The revPBE row looks wrong. Its pressure is only -0.28 GPa, close enough to zero to suggest that this BiS cell has the size and shape that revPBE prefers. Yet the stress along z is +0.11 GPa while the stresses along x and y are -0.47 GPa. With compression counted as positive, the cell pulls inward in two directions and pushes outward in the third.

Plane-wave PAW DFT calculations with GPAW 26.7.0 for BiS (space group R-3m, 2 atoms per cell) in one fixed geometry, without spin polarisation, spin-orbit coupling or dispersion correction. All rows use an 8 × 8 × 8 k mesh, a 600 eV plane-wave cutoff and Fermi-Dirac smearing of 0.05 eV. Pressure and stress are positive in compression.

```
functional                                           potentials  pressure (GPa)  stress xx (GPa)  stress yy (GPa)  stress zz (GPa)
       LDA                 GPAW-PAW-data-sets-(gpaw-data-1.2.1)          -5.660           -5.810           -5.810           -5.370
       PBE                 GPAW-PAW-data-sets-(gpaw-data-1.2.1)          -1.440           -1.610           -1.610           -1.080
    PBEsol  PAW-data-sets-made-by gpaw-setup-for-the-functional          -4.300           -4.450           -4.450           -3.990
    revPBE                 GPAW-PAW-data-sets-(gpaw-data-1.2.1)          -0.280           -0.470           -0.470            0.110
    r2SCAN                 GPAW-PAW-data-sets-(gpaw-data-1.2.1)          -2.290           -2.540           -2.540           -1.790
      AM05  PAW-data-sets-made-by gpaw-setup-for-the-functional          -3.950           -4.120           -4.120           -3.610
      PW91  PAW-data-sets-made-by gpaw-setup-for-the-functional          -1.510           -1.690           -1.690           -1.160
```

The pressure hides this because it is the mean of the three stresses:

P = (stress xx + stress yy + stress zz) / 3

For revPBE this gives (-0.47 - 0.47 + 0.11) / 3 ≈ -0.28 GPa, so part of the small value is cancellation. The forces on the atoms give no warning either. Each atom sits on a centre of inversion, where symmetry makes the force zero whatever the size of the cell. Only the separate stresses show that the shape of the cell is not at rest either.

The other rows show how the mixed signs come about. In every row the zz stress lies above the xx stress, by 0.44 GPa in LDA and by at most 0.75 GPa in r2SCAN. The pressure, in contrast, varies by 5.4 GPa from LDA to revPBE. Changing the functional therefore acts almost like a uniform push on the cell walls, added to an imbalance of about half a GPa that is always there. As the push grows, zz crosses zero first, and revPBE is the one row caught between the two crossings.

The near uniformity of the push fits the structure. Each Bi atom has six S neighbours at the same distance, in a rock-salt arrangement slightly stretched along z. The ratio of the cell edges c/a is 2.489, against 2.449 for undistorted rock salt. A change in how the functional treats the density between neighbours is thus felt nearly equally in all directions. The remaining imbalance favours, at fixed volume, still more stretching along z.

The push itself can be understood from the way each functional treats density gradients. LDA treats each small region of a solid as if its density were uniform, and it gives too little energy credit to regions where the density changes quickly. A gradient-corrected functional (GGA) lowers the energy of such regions. Its exchange part uses a relative gradient, which is the gradient divided by the density to the power 4/3. When the atoms move apart, the density between them thins out and this relative gradient tends to grow, so a GGA makes expansion cheaper than LDA does. Since pressure is minus the slope of energy with volume,

P = -dE/dV

a cheaper expansion means a less negative pressure in the same cell.

Within the PBE family, the order of the rows follows the strength of this correction. PBEsol has a weaker gradient correction than PBE, and its pressure rises above that of LDA by only 1.36 GPa, against 4.22 GPa for PBE. The revPBE functional shares PBE's correlation and its behaviour at small gradients, but allows a larger energy gain where gradients are large. That one change of formula goes with a further rise of 1.16 GPa. It points to the parts of the density with a large relative gradient as a place where the functionals disagree. The table cannot say whether these lie midway between the atoms or closer to their cores. The atomic data sets can also change from row to row, and their share has not been separated in any of these steps.

The same reasoning shows why the name of a method class is a poor guide here. The five GGAs (PBE, PBEsol, revPBE, AM05 and PW91) alone span 4.0 GPa, about three quarters of the whole spread. The meta-GGA r2SCAN, which stands on a higher rung because it also uses the kinetic-energy density, falls inside their range at -2.29 GPa, though its atomic data sets may have been made for another functional, which leaves its exact place uncertain. Among PBEsol, PBE and revPBE, the place in the table goes with how strongly each rewards uneven density. For another solid held at a fixed cell, the first guess would be the same: the stronger that reward, the less the cell pulls inward.

The disagreement is easier to judge as an energy. For a small change of volume ΔV,

ΔE ≈ -P ΔV

The cell holds two atoms of 26.97 Å³ each, so an expansion by 1% adds

ΔV = 0.01 × 2 × 26.97 Å³ ≈ 0.54 Å³

With 1 eV/Å³ = 160.2 GPa, the LDA pressure of -5.66 GPa gives

ΔE ≈ (5.66 / 160.2) eV/Å³ × 0.54 Å³ ≈ 0.019 eV

LDA thus charges about 19 meV per cell for the first percent of expansion, and revPBE about 1 meV. One functional describes a cell under strong tension, the other a cell almost free of it, though the atoms are in the same places.

This estimate follows only the slope of the energy curve and leaves out its curvature. For LDA the slope dominates. For revPBE it does not: if the bulk modulus is some tens of GPa, which is a guess from similar solids, the curvature also adds something of the order of 1 meV. The revPBE value is therefore good only as a sign that the slope is small. For the same reason the pressures do not yield equilibrium volumes, which would need a bulk modulus or a relaxed cell for each functional.

It would be a mistake to conclude that revPBE is the most accurate choice. A pressure near zero means that a functional likes the volume of this particular cell, and the table holds no measured cell to compare with. For many solids LDA is known to give cells that are too small, and revPBE cells that are too large. The near-zero pressure could therefore also mean that the given cell is larger than the real one would be. All rows also leave out spin-orbit coupling, which is strong in the Bi 6p states that should make up most of the partly filled band of this metal. Its effect on the stress has not been calculated, and it could shift a remainder as small as revPBE's. An error shared by all rows would not show up as disagreement between them, so the common sign of the imbalance between z and x is no proof that it is real.

Small gaps deserve equal caution. PBE and PW91 differ by less than a tenth of a GPa, but they use atomic data sets of different origin, and neither the k mesh nor the plane-wave cutoff has been varied. That gap is no basis for ranking them. The distance between LDA and revPBE is roughly seventy times larger and has a well-understood direction. The sign of revPBE's zz stress is less secure: at only 0.11 GPa above zero, it could change with a finer k mesh or a higher cutoff.

For anyone who wants the stress in a strained crystal or film, the consequence is practical. A stress computed in a cell taken from elsewhere mixes the real strain with the functional's own preference for a smaller or larger cell, and here that preference alone varies by several GPa. The cell should first be relaxed with the chosen functional until each stress component vanishes, not just their mean. Strain applied from that starting point then gives a stress that belongs to the strain.
